Q: This slab of Al₂Pt was cut parallel to the (111) planes, with Al on both faces, and then relaxed with density-functional theory. The table numbers the planes from the bottom. "Relaxed plane spacing to next" is the distance to the plane above, and "relaxed plane spacing change" compares that distance with the slab as cut from the bulk. The two outermost spacings shrink strongly and the others change far less. Why is the effect so uneven?

Al₂Pt(111) slab of nine atomic planes with Al on both faces, cut from the relaxed bulk and relaxed in Ansatz 0.2.0 with DFT: PBE, scalar-relativistic, no spin polarisation, plane waves with PAW, 420 eV cutoff, Γ-centred 9×9×1 k mesh, Gaussian smearing of 0.1 eV, 15 Å of vacuum and a dipole correction. Spacing changes are relative to the slab as cut.

```tsv
row	relaxed plane number	relaxed plane spacing to next (Å)	relaxed plane spacing change (Å)	relaxed plane rumpling (Å)
1	1	0.658	-0.201	0.000
2	2	0.825	-0.033	0.000
3	3	1.710	-0.006	0.000
4	4	0.862	0.004	0.000
5	5	0.862	0.004	0.000
6	6	1.710	-0.006	0.000
7	7	0.825	-0.033	0.000
8	8	0.658	-0.201	0.000
9	9	n/a	n/a	0.000
```

A: First put the atoms on the planes. From the bottom, the order is Al, Pt, Al, and this group of three planes occurs three times. Call each group a trilayer. The slab looks the same from both ends, so rows 5 to 8 repeat rows 4 to 1, and it is enough to walk from the bottom face to the middle.

Q: Then what are the two spacings of 1.710 Å? They are much larger than the rest, and I took them for planes coming apart.

A: They are the gaps between one trilayer and the next, where Al faces Al. In the bulk crystal this gap is already 1.716 Å, twice the distance of 0.858 Å between an Al plane and its Pt plane. So the long spacings belong to the crystal structure, and the surface has changed them very little. What needs explaining is the column of changes, not the column of spacings.

Q: In that column, the outermost spacing loses 0.201 Å, which is 23% of its bulk value. That looks like a violent change. Are the bonds at the surface really compressed by a quarter?

A: No, because a spacing between planes is not a bond length. Al₂Pt has the fluorite structure, in which each Al has four Pt neighbours at the corners of a tetrahedron. Three of them lie in the Pt plane of the Al atom's own trilayer, and the bonds to them are slanted and nearly flat. The fourth bond stands upright and crosses the gap to a Pt atom in the next trilayer.

For a slanted bond, the height is the spacing between the Al and Pt planes, and the sideways reach is fixed. The surface cell has an edge of 4.205 Å, and the Al sits over the centre of a triangle of Pt atoms, so the reach is 4.205/√3 = 2.428 Å. Neither the cell nor the symmetry of the slab lets this reach change. Only the height can respond.

Q: So I can get the bond length from Pythagoras?

A: Yes. Write r for the bond length, h for the height and s for the sideways reach, so that r² = s² + h². For the outermost bonds, r is 2.575 Å before relaxation and about 0.060 Å less afterwards. That is a shortening of 2.3%, a modest change. The starting value is that of the bulk crystal after its own relaxation, from which the slab was cut.

Q: How does a change of 2% in the bond become 23% in the spacing?

A: Think of a camera tripod with its legs spread almost flat and its feet held in place. If each leg is shortened a little, the head has to drop a long way, because the legs contribute little to its height. The outer Al is the head, and the three Pt atoms are the feet. The comparison covers only the geometry: it does not say why the legs shorten, and in the slab the plane of the feet can move up or down as well.

The size of the effect follows from the formula. Since s is fixed, a small change obeys r Δr = h Δh, which gives Δh = (r/h) Δr. Before relaxation r/h = 2.575/0.859, or 3.0, so a bond shortening of 0.060 Å should lower the Al by 3.0 × 0.060 = 0.18 Å. The table has 0.201 Å, so the estimate falls short by about a tenth, because the legs become flatter as the head drops and the leverage grows on the way. As a percentage the effect looks larger still, because the drop is compared with a height that is only a third of the bond length.

Q: But you took the bond shortening from the same relaxed slab. Isn't that circular?

A: It would be circular as a prediction of how far the surface contracts. Nothing was fitted, but the shortening is an input, so the estimate only translates a bond change into a spacing change. What it does show is that the dramatic percentage comes mostly from the flat bonds. The question that remains is chemical: why do these bonds shorten at all, and why these more than others?

Q: Is it because the surface atoms have lost neighbours?

A: That is a plausible explanation, and the structure lets you check where it should apply. The cut breaks the upright bonds that crossed the gap. The outer Al therefore loses one of its four Pt neighbours. The Pt just beneath it loses one of its eight Al neighbours, since it too had an upright bond pointing out of the slab. Every atom further in keeps its full set.

An atom that loses a neighbour has the same valence electrons to share among fewer bonds. Each remaining bond can then take a larger share, and a stronger bond is usually a shorter one. Counted in Al–Pt bonds, the loss is a quarter for the outer Al and only an eighth for the Pt. This suggests an order among these bonds: those between two atoms that have both lost a neighbour should shorten most, bonds with one such atom should shorten less, and bonds between two complete atoms should stay as they were.

Q: Does the slab follow that order?

A: It does. The bonds between the outer Al and the Pt beneath it, where both partners have lost a neighbour, shorten by 0.060 Å. The other bonds of that Pt lead to complete Al atoms, and they shorten by 0.011 Å if slanted and by 0.039 Å if upright. The Pt in the middle of the slab serves as a control, since it and its Al neighbours have lost nothing. Its bonds stay within 0.002 Å of their bulk length.

Q: Why do the two kinds of bond in the middle group differ so much? They start from the same Pt atom and lead to the same element.

A: Here the geometry enters again. The Al planes further in barely move, while the outer Pt plane moves towards the middle of the slab by 0.035 Å. An upright bond points along this movement and shortens by the full amount, plus the 0.004 Å by which the Al at its other end moves outward. A slanted bond rises by only a third of its length, so it shortens by about a third of the movement. One small shift of one plane thus accounts for most of both numbers.

This also explains the second row of the table. The spacing between the outer Pt and the next Al plane shrinks by 0.033 Å, mainly because the Pt plane has moved in. The same leverage that makes the outermost spacing look dramatic is at work here, on a much smaller bond change.

Q: I looked at the forces in the slab before it relaxed, and they puzzle me. The outer Al is pulled inward with 0.737 eV/Å, as I expected. But the Pt beneath it is pulled outward with 0.199 eV/Å, and you say it ends up further in.

A: Both statements are true, because the force on one atom does not by itself decide where that atom ends up when its neighbours move too. In the slab as cut, the outer Al and the Pt are drawn towards each other, which fits the picture of bonds that want to be shorter. The Al is pulled much harder, and it travels 0.236 Å towards the middle. Taken together, the two atoms feel a net inward pull of 0.737 − 0.199 = 0.538 eV/Å, so the pair can shift inward as a whole while it closes up.

You might picture the Pt starting outward and being pushed back later by the approaching Al, but the run shows no such detour. In the very first step the Pt moved inward by 0.025 Å, against the force on it. At every recorded step that force still pointed outward, while it faded from 0.199 to 0.012 and then 0.011 eV/Å. The program evidently shifts the planes together towards a lower energy, not each atom along its own force, so its steps are not a path that real atoms would follow. The safe lesson is that in a stack of coupled planes, the starting force on one atom does not tell you on which side of its starting point it will come to rest.

Q: After the two contractions there is a tiny one, and then an expansion of 0.004 Å. Metal surfaces often show alternating contraction and expansion. Is this the start of such an oscillation?

A: I would not read it that way. The signs run minus, minus, minus, plus, which is not an alternation, and the last two changes are too small to carry a meaning. When the bulk crystal was recomputed in a cell turned to match the surface, forces of about 0.02 eV/Å appeared where symmetry demands zero, because the k mesh used there lacks the full symmetry of the crystal. Shifts of a few thousandths of an ångström should not be given a cause on such a footing.

What the numbers do support is a rapid decay. Of the total inward movement of the outer Al, 85% comes from the outermost spacing alone. This agrees with the count of neighbours, which is complete from the third plane inward. The slab has only one trilayer between its two surface trilayers, though, and a thicker slab would be needed to show that the middle has truly settled to bulk behaviour.

Q: Has the calculation then proved that fewer neighbours make stronger bonds here?

A: No. It has shown that the Al–Pt bonds shorten where neighbours were lost, and in the order that this idea suggests. But any inward pull on the outer planes that fades with depth could give much the same order, and there are other candidates for such a pull.

The outer Al has also lost three of its six Al neighbours, which sit at 2.97 Å in the bulk. Its distance to the three that remain shrinks by about 0.13 Å, more than any Al–Pt bond, so attraction between Al atoms may play a part. At a metal surface the electrons spread out to smooth their density, which leaves the outermost atoms attracted to the charge beneath them. Al may also carry some positive charge and Pt some negative charge, and the two planes would then attract each other. These descriptions overlap, and the calculation gives only their sum.

The exact size of the contraction also deserves some caution. The functional behaves roughly in the very thin electron density outside the slab, and its influence on the outermost spacing was not tested. Spin–orbit coupling, which can matter for an atom as heavy as Pt, was left out. The small cell, with one atom per plane, also keeps every plane flat, so the zeros under "relaxed plane rumpling" are imposed. A real surface might find a lower energy by rearranging over a larger area.

Q: How would I use this reasoning on another surface?

A: Start with the bonds that the cut breaks, and find which atoms lose the largest fraction of their neighbours. Their remaining bonds are the first candidates for shortening, though a single slab cannot show how widely this holds. Then look at the angle of those bonds. If they lie flat and their sideways reach is fixed, even a modest shortening appears as a large change in the plane spacing; if they stand upright, the spacing changes only by as much as the bond.

Q: Pt–Al compounds can form in electronic contacts where the two metals meet. Does the contraction matter there?

A: It describes a clean face in vacuum. In a contact the face is covered, and atoms of the adjoining material may take the place of the lost Pt neighbour. The contraction found here should therefore not be carried over to a buried interface without a calculation of that interface.
